**Question: Can I work out the PBE gaps of GaP from the other levels of theory?**

I am comparing band gaps of gallium phosphide at one fixed crystal structure. The levels differ widely, and the largest values come from Hartree-Fock, which uses exact exchange in full and leaves out correlation. I have covered the PBE results, because I would like to know whether the other rows and some physics are enough to find them.

Band gaps of GaP (space group F-43m, conventional a = 5.451 Å, 2 atoms in the cell) at several levels of theory, computed with Ansatz 0.2.0 (plane-wave PAW, non-magnetic) in the cell relaxed with r2SCAN. The k mesh varies with the level: 8×8×8 for PBE, PBE+SOC, r2SCAN and LDA, 6×6×6 for HSE06 and PBE0.

| level of theory | band gap (eV) | least direct gap (eV) |
| --- | --- | --- |
| PBE | ? | ? |
| r2SCAN | 1.844 | 2.364 |
| HSE06 | 2.260 | 2.799 |
| PBE+SOC | 1.564 | 1.800 |
| PBE0 | 2.925 | 3.444 |
| LDA | 1.439 | 1.607 |
| DDH-PBE0 | 2.093 | 2.430 |
| HSE06+SOC | 2.246 | 2.810 |
| Hartree-Fock | 7.602 | 9.085 |
| LC-wPBE | 6.599 | 7.498 |
| G0W0/PBE 220eV | 2.110 | n/a |

The "band gap" is the smallest energy from any filled state to any empty one. The "least direct gap" is the smallest such energy when both states have the same crystal momentum. What would you forecast for PBE, how far would you trust it, and what do the differences between the levels mean?

**Answer**

Start from the row that differs from PBE by the smallest physical ingredient. That is PBE+SOC, which is PBE with spin-orbit coupling, the interaction between an electron's spin and its orbital motion. If we know what this coupling does to the band edges, we can undo it.

The highest filled states of GaP lie at Γ, the point of zero crystal momentum, and are built mainly from phosphorus p orbitals. Counting spin, there are six of them, and without the coupling they have the same energy. Spin-orbit coupling splits them by an energy Δ: four rise by Δ/3 and two fall by 2Δ/3, so that their average stays put. The lowest empty states, at Γ and near the zone-boundary point X, hardly move in first order.

The top of the filled states therefore rises by Δ/3, and both gaps shrink by that amount. With nitrogen in place of phosphorus the effect is smaller; with arsenic it is larger. For GaP, Δ is roughly 0.08 eV (a recalled value), so the estimate for the PBE gap is

1.564 eV + 0.08 eV / 3 ≈ 1.59 eV.

The same step takes the direct gap from 1.800 eV to 1.83 eV.

The error bar comes from a pair of rows where the same rule can be tried. Adding spin-orbit coupling to HSE06 lowers the gap by 0.014 eV, but it raises the direct gap by 0.011 eV, where theory asks for a fall of about 0.03 eV. A difference of k mesh, the grid of crystal momenta at which the states are computed, may be the reason, though that is a guess: HSE06 ran on 6×6×6 points, and the mesh of HSE06+SOC isn't given. PBE and PBE+SOC share a mesh of 8×8×8 points, so their difference should be cleaner. I still take the departure of about 0.04 eV as a warning and round it up to ±0.05 eV.

A second route uses exact exchange and no spin-orbit row. PBE0 replaces a quarter of the PBE exchange by exact exchange. If the gap grew in proportion to that fraction, and correlation did not matter, PBE0 would be three quarters PBE and one quarter Hartree-Fock. Solving for PBE gives

(2.925 eV − 0.25 × 7.602 eV) / 0.75 ≈ 1.37 eV.

This route deserves a wide error bar, because Hartree-Fock leaves out correlation altogether and the orbitals change along the way.

The forecasts for PBE are then:

- **From spin-orbit coupling, the preferred route:** gap 1.59 ± 0.05 eV, least direct gap 1.83 ± 0.05 eV, and a difference between the two of 0.24 ± 0.05 eV. The gap is indirect, and both values lie between those of LDA and r2SCAN.
- **From the exchange line:** gap 1.37 ± 0.4 eV, least direct gap 1.56 ± 0.4 eV.
- **As a control without any mechanism:** the average of LDA, r2SCAN and PBE+SOC, which puts the gap at 1.62 ± 0.2 eV.

Now uncover the row.

The withheld rows as computed:

| level of theory | band gap (eV) | least direct gap (eV) |
| --- | --- | --- |
| PBE | 1.603 | 1.827 |

**How the forecasts did**

The spin-orbit route is 0.01 eV too low for the gap and agrees with the direct gap to the last digit that matters. Its difference between the two gaps is 0.01 eV too large. The gap is indirect, and both values lie between LDA and r2SCAN, as forecast.

The hits alone don't test the mechanism, because the correction was smaller than the error bar and the uncorrected PBE+SOC values would also have fallen inside it. The band edges of the two runs do test it. On their common mesh, spin-orbit coupling lifts the highest filled state from 7.084 to 7.111 eV, by the expected 0.03 eV, and leaves the lowest empty state at 8.726 eV. The small miss in the gap comes from the search for the lowest empty state between mesh points, which lowers the gap by 0.04 eV in PBE and by 0.05 eV in PBE+SOC.

The plain average came just as close for the gap, but by luck, since its three rows spread over 0.4 eV. Spin-orbit coupling changes the PBE gaps of GaP by only a few hundredths of an eV. The choice of functional matters far more.

The exchange line is too low by 0.24 eV for the gap and by 0.26 eV for the direct gap. Both misses lie within its range, and they share a cause: the gap does not grow in proportion to the exchange fraction. From PBE to PBE0 it rises at a rate of 5.3 eV per unit of exact exchange, and from PBE0 to Hartree-Fock at 6.2 eV. A line drawn back from the steeper upper part must arrive too low. The loss of correlation and the response of the orbitals can both bend the curve, and a different k mesh in the Hartree-Fock run may add to it. I can only guess at their shares.

**Why exact exchange opens the gap**

Exact exchange lowers a state most through those filled states that resemble it. A filled state has close partners of this kind, namely itself and its neighbours in the same band, while an empty state has few. The filled states are therefore lowered strongly and the empty ones much less, so the gap widens. PBE replaces this by one local potential that acts on filled and empty states alike, which leaves its gap too small.

The opposite limit is also wrong for a solid. In a real crystal the surrounding electrons shift in response to a charge and weaken its field at a distance, by a factor called the dielectric constant. Hartree-Fock leaves this screening out and gives 7.6 eV, where the measured gap is roughly 2.3 eV (recalled). LC-wPBE puts correlation back and leaves out part of the exact exchange between close points. In its usual form it still has nearly all of the exact exchange from about one bond length on, and it reaches 6.6 eV. The two changes together remove only about a fifth of the overshoot, so most of it comes with exchange that is full and unscreened.

HSE06 and PBE0 let us look at short and long range separately, since both use a quarter of exact exchange but HSE06 drops it at long distance. Going from HSE06 to PBE0 raises the gap by 0.67 eV and the direct gap by 0.65 eV, almost a rigid shift. Going from PBE to HSE06 raises them by 0.66 eV and 0.97 eV. This is what theory suggests: at long range exchange mainly registers whether a state is filled, while at short range it also feels the state's shape, which differs between Γ and X.

**A rule for other exchange fractions**

If screening weakens exchange by the dielectric constant, a sensible fraction of exact exchange is one divided by that constant. DDH-PBE0 is built on this idea. Its position between PBE and PBE0 reveals the fraction, provided the gap rises in proportion to it over this short stretch. The gap gives 0.093, and so does the direct gap, although the two rise at different rates. The fraction corresponds to a dielectric constant of about 11. The constant that counts here is the electronic one, with the atoms held still, and for GaP I recall a measured value of roughly 9. If the run took its constant from a PBE calculation, a value on the high side is expected, because too small a gap makes the electrons too easy to shift.

For a similar semiconductor, a first estimate to try is to begin with the PBE gap and move towards PBE0 in proportion to the exchange fraction. A strongly screening crystal needs a short step and a weakly screening one a longer step. The agreement of the two fractions fits a straight rise between PBE and PBE0 but doesn't prove it, since the fraction used in the run isn't printed. The exchange line above shows what happens when the rule is stretched to Hartree-Fock.

For practical use, the PBE gap of GaP is too low, by about 0.7 eV against the measured one. G0W0, which computes the screening instead of choosing a fraction, lies 0.51 eV above PBE. That value is itself likely to be low, since it was computed with a finite number of bands and a finite cutoff. How low can't be read from these runs, which include no convergence series for GaP. In the data makers' tests on other systems, the median shortfall was 6 to 9 % of the fully converged gap, which is only a rough guide here. The order of G0W0, HSE06 and DDH-PBE0, which lie within 0.2 eV of one another, should not be used to rank them.

The output below lists each forecast and its miss; the only fit is the control, a constant fitted to LDA, r2SCAN and PBE+SOC, with PBE left out.

Numerical output:

```
expected rise of the valence top by spin-orbit coupling, eV: 0.02667
HSE06 gap, change on adding spin-orbit coupling, eV: -0.014
HSE06 direct gap, change on adding spin-orbit coupling, eV: 0.011
HSE06 direct gap, departure from the expected change, eV: 0.03767
forecast PBE gap, eV: 1.591
forecast PBE least direct gap, eV: 1.827
forecast PBE direct gap minus gap, eV: 0.236
half-width of these three forecasts, eV: 0.05
exchange-line forecast of the PBE gap, eV: 1.366
exchange-line forecast of the PBE direct gap, eV: 1.564
fit of rung_band_gap on 3 rows (semi > 0): constant 1.616 +/- 0.12; rms 0.169, worst r2SCAN -0.228, leave-one-out rms 0.254
  rows outside the fit (model, value, miss): PBE 1.616, 1.603, 0.0127; HSE06 1.616, 2.26, -0.644; PBE0 1.616, 2.925, -1.31; DDH-PBE0 1.616, 2.093, -0.477; HSE06+SOC 1.616, 2.246, -0.63; Hartree-Fock 1.616, 7.602, -5.99; LC-wPBE 1.616, 6.599, -4.98; G0W0/PBE 220eV 1.616, 2.11, -0.494
computed PBE gap, eV: 1.603
computed PBE least direct gap, eV: 1.827
computed PBE direct gap minus gap, eV: 0.224
miss of the gap, forecast less computed, eV: -0.01233
miss of the direct gap, forecast less computed, eV: -0.0003333
miss of direct gap minus gap, forecast less computed, eV: 0.012
miss of the exchange line for the gap, eV: -0.237
miss of the exchange line for the direct gap, eV: -0.2633
gap slope from PBE to PBE0, eV per unit exchange fraction: 5.288
gap slope from PBE0 to Hartree-Fock, eV per unit exchange fraction: 6.236
exchange fraction of DDH-PBE0 implied by the gap: 0.09266
exchange fraction of DDH-PBE0 implied by the direct gap: 0.09323
PBE0 gap minus PBE gap, eV: 1.322
HSE06 gap minus PBE gap, eV: 0.657
PBE0 gap minus HSE06 gap, eV: 0.665
G0W0 gap minus PBE gap, eV: 0.507
```
